**Silicon atom: what can be said before looking**

A free silicon atom sits directly below carbon in the periodic table, and carbon has been computed. How far does carbon, helped by some ordinary chemistry, fix three properties of silicon: its spin moment, the energy needed to make the atom from the element, and the gap between its filled and empty levels?

Single free atoms in a periodic box of 15 × 15.5 × 16 Å, computed with Ansatz 0.2.0 (r2SCAN, plane-wave PAW, scalar-relativistic, collinear spin) at a 500 eV cutoff and the Gamma point, with symmetry off and Gaussian smearing of 0.005 eV. Energies over elements are at zero smearing, relative to the elements' standard states in the same functional.

| species | starting moment | energy over elements (eV/atom) | spin moment (μB) | level gap (eV) |
| --- | --- | --- | --- | --- |
| B | 1 μB | 6.191 | 1.00 | 1.374 |
| C | 2 μB | 7.614 | 2.00 | 1.559 |
| Co | 3 μB | 4.715 | 3.00 | 0.850 |
| Cu | 1 μB | 3.893 | 1.00 | 1.402 |
| Ru | 4 μB | 6.298 | 4.00 | 1.711 |
| Si | 2 μB | ? | ? | ? |

The energy over elements is the energy of one free atom less the energy per atom of the element in its standard state. For the elements in this table it is the price of breaking the solid down to single atoms, before any thermal corrections. It therefore describes the solid at least as much as the atom. The spin moment counts unpaired electrons, one μB for each. The level gap is the distance from the highest filled to the lowest empty orbital level.

**The spin moment**

Silicon has two electrons in its outer p shell, which offers three orbitals. Electrons with parallel spins keep apart from each other and so, in orbitals of a given shape, repel each other less, which favours two singly filled orbitals over one doubly filled one. This is Hund's rule, and the same count gives the moments of the five known atoms. My forecast is 2 μB.

It is a mild test. Each known atom ended with the moment it started from, and silicon was started at 2 μB. The runs of the five known atoms carry a warning that no stability check was made, so their states may not be the lowest. Silicon's run carries no such warning, but its search for lower states was only a light one. A hit would agree with Hund's rule without proving that the state is the lowest. For carbon the warning also touches the two forecasts below, which scale its energy and its gap: a lower carbon state could shift both.

**The energy to make the atom**

In solid silicon each atom has four bonds, and each bond belongs to two atoms. Freeing one atom thus costs two bonds. The same count serves for carbon, because graphite and diamond have nearly the same energy even though their bonding differs.

A silicon bond is weaker than a carbon bond because the atoms are larger. The shared electrons lie farther from both nuclei and are attracted less strongly. Rough textbook bond energies express this as 2.3 eV for Si–Si and 3.6 eV for C–C.

The bare count gives carbon $2\times3.6=7.2$ eV, which is 0.41 eV below the computed value. I therefore start from the computed carbon energy and scale it by the ratio of the bond energies:

$$E_{\mathrm{Si}}\approx E_{\mathrm{C}}\,\frac{b_{\mathrm{Si}}}{b_{\mathrm{C}}}=7.614\times\frac{2.3}{3.6}=4.86\ \text{eV per atom}.$$

Here $E$ is the energy over elements and $b$ the energy of one bond. The miss of the bare count on carbon sets the range, 4.46 to 5.26 eV. Silicon should then lie well below carbon and boron and above copper, while its order against cobalt stays open.

This forecast brings in measured knowledge. The usual Si–Si bond energy is close to half the cost of atomising solid silicon, so a good result would show that the calculation agrees with known chemistry. It would not show that silicon's energy can be derived from the other atoms in the table.

**The level gap**

In carbon, two of the three p orbitals of the majority spin are filled and the third is empty. The smallest gap lies in that spin channel, at 1.56 eV; in the other channel the gap is 7.7 eV. So the listed gap separates orbitals of one and the same shell, which would have equal energies if the atom's electron cloud were round.

The cloud is not round, because the calculation has chosen two particular orbitals to fill. Two effects then compete. The plain repulsion between electrons is strongest where the filled orbitals lie, and it pushes those levels up. Exchange pulls down levels whose orbitals lie where electrons of the same spin already are. In this calculation the filled levels end up lower, so exchange, with a small part from correlation, outweighs the repulsion. The gap is what remains of this competition, not the full repulsion between two electrons.

Both effects depend on the size of the shell. If an electron cloud is stretched to twice its width without changing shape, all distances between electrons double, and their Coulomb and exchange energies halve. Silicon's p shell is wider than carbon's, with a mean radius of roughly 2.8 bohr against 1.7 bohr. Treating it as a stretched carbon shell gives

$$g_{\mathrm{Si}}\approx g_{\mathrm{C}}\,\frac{r_{\mathrm{C}}}{r_{\mathrm{Si}}}=1.559\times\frac{1.7}{2.8}=0.95\ \text{eV},$$

where $g$ is the level gap and $r$ the mean radius of the p shell.

Boron offers a rough control, since its gap was not used to set up the rule. With a radius of 2.2 bohr the rule gives 1.20 eV, which is 0.17 eV below the computed gap. Boron has one p electron instead of two, so its cloud has a different shape and the comparison is not strict. I allow silicon a little under twice that miss, a range of 0.65 to 1.25 eV. Its gap should thus be smaller than those of carbon and boron.

**The computed values**

The withheld rows as computed:

| species | starting moment | energy over elements (eV/atom) | spin moment (μB) | level gap (eV) |
| --- | --- | --- | --- | --- |
| Si | 2 μB | 4.667 | 2.00 | 0.807 |

The moment is 2 μB, as forecast, with the reservation already made about the starting value.

The energy over elements is 4.667 eV per atom. The forecast was 0.20 eV too high, or 4% of the computed value, and well inside its range. Silicon does lie below carbon and boron and above copper. It comes out only 0.05 eV below cobalt, and that order should not be trusted: the computed cobalt atom mixes its 4s and 3d orbitals, a lower state of it may exist, and spin-orbit coupling is left out of all these runs.

The bare bond count, which I had set aside, did better. Its 4.6 eV is only 0.07 eV too low. Starting from carbon had added $4.86-4.60=0.26$ eV to the bare count, and silicon needed about a quarter of that.

Two reasons for this are plausible. The first is that the Si–Si bond energy already describes the solid closely, so it needed little correction. The second is zero-point motion, the vibration that remains at zero temperature. It lowers measured bond energies but is absent from this calculation, so the computed cost should exceed a count of measured bonds. The effect is roughly 0.2 eV per atom in carbon, which is light and stiffly bonded, and roughly 0.06 eV in silicon. It shrinks much faster from carbon to silicon than the bond energy does, so scaling carbon's whole excess by the bond ratio carried too much of it across. The table cannot separate these two reasons.

The level gap is 0.807 eV. As in carbon, it lies in the majority spin, where two p orbitals are filled, so the two gaps are of the same kind. The forecast was 0.14 eV too high, or 17% of the computed value, again inside its range. Leaving carbon's gap unchanged would have given nearly twice the computed value, so scaling with the recalled radii gives the direction of the change and most of its size. This fits the argument from the wider shell but does not prove it.

The remaining miss has a lesson of its own. The gap fell to 0.52 of carbon's, while the radii allowed only a fall to 0.61. Rounding of the radii is too small to close that difference. A silicon 3p orbital is not a stretched carbon 2p orbital: it has an extra node and surrounds a larger core, so its charge is distributed differently. This may shift the balance between exchange and repulsion, but no number here tests the idea. The rule was also too low for boron and too high for silicon, so one overall correction factor would not repair it.

The gap also needs care in use. It belongs to an atom in which particular p orbitals were chosen for filling, and it is a difference between orbital levels. Its size is also expected to change with the functional, because approximate functionals differ in how well they cancel an electron's repulsion with itself. The energy to remove an electron less the energy gained by adding one is several electronvolts larger than this gap. A small level gap in this table is therefore no sign that an atom is easy to ionise.

Both forecasts that involve size rest on the same picture. Going down this column of the periodic table, the outer shell widens, the shared electrons hold the solid together less strongly, and the electrons within the atom act on each other less. The picture gave the direction of both changes from carbon to silicon and, with recalled bond energies and radii put in, their size to within a fifth. One new atom cannot turn it into a tested law.

The printed output below holds the forecasts and their misses. Both scaling rules take carbon as their only computed reference, so carbon cannot test them.

Numerical output:

```
Bare bond count for carbon, eV per atom: 7.2
Bare bond count less computed value for carbon, eV per atom: -0.414
Size-scaled gap for boron from carbon, eV: 1.205
Size-scaled gap less computed gap for boron, eV: -0.1693
Minority-spin gap of boron, eV: 5.794
Minority-spin gap of carbon, eV: 7.713
FORECAST silicon spin moment, muB: 2
FORECAST silicon energy over elements, eV per atom: 4.864
FORECAST lower and upper end of that energy, eV per atom: 4.464, 5.264
RIVAL bare bond count for silicon, eV per atom: 4.6
FORECAST silicon level gap, eV: 0.9465
FORECAST lower and upper end of that gap, eV: 0.6465, 1.247
COMPUTED silicon spin moment, muB: 2
COMPUTED silicon energy over elements, eV per atom: 4.667
Forecast less computed energy, eV per atom: 0.1975
Rival bond count less computed energy, eV per atom: -0.067
Silicon less cobalt in energy over elements, eV per atom: -0.048
Computed energy ratio silicon to carbon: 0.6129
Ratio of recalled bond energies silicon to carbon: 0.6389
COMPUTED silicon level gap, eV: 0.807
Forecast less computed gap, eV: 0.1395
Rival unchanged carbon gap less computed silicon gap, eV: 0.752
Computed gap ratio silicon to carbon: 0.5176
Inverse ratio of recalled p radii, carbon to silicon: 0.6071
```
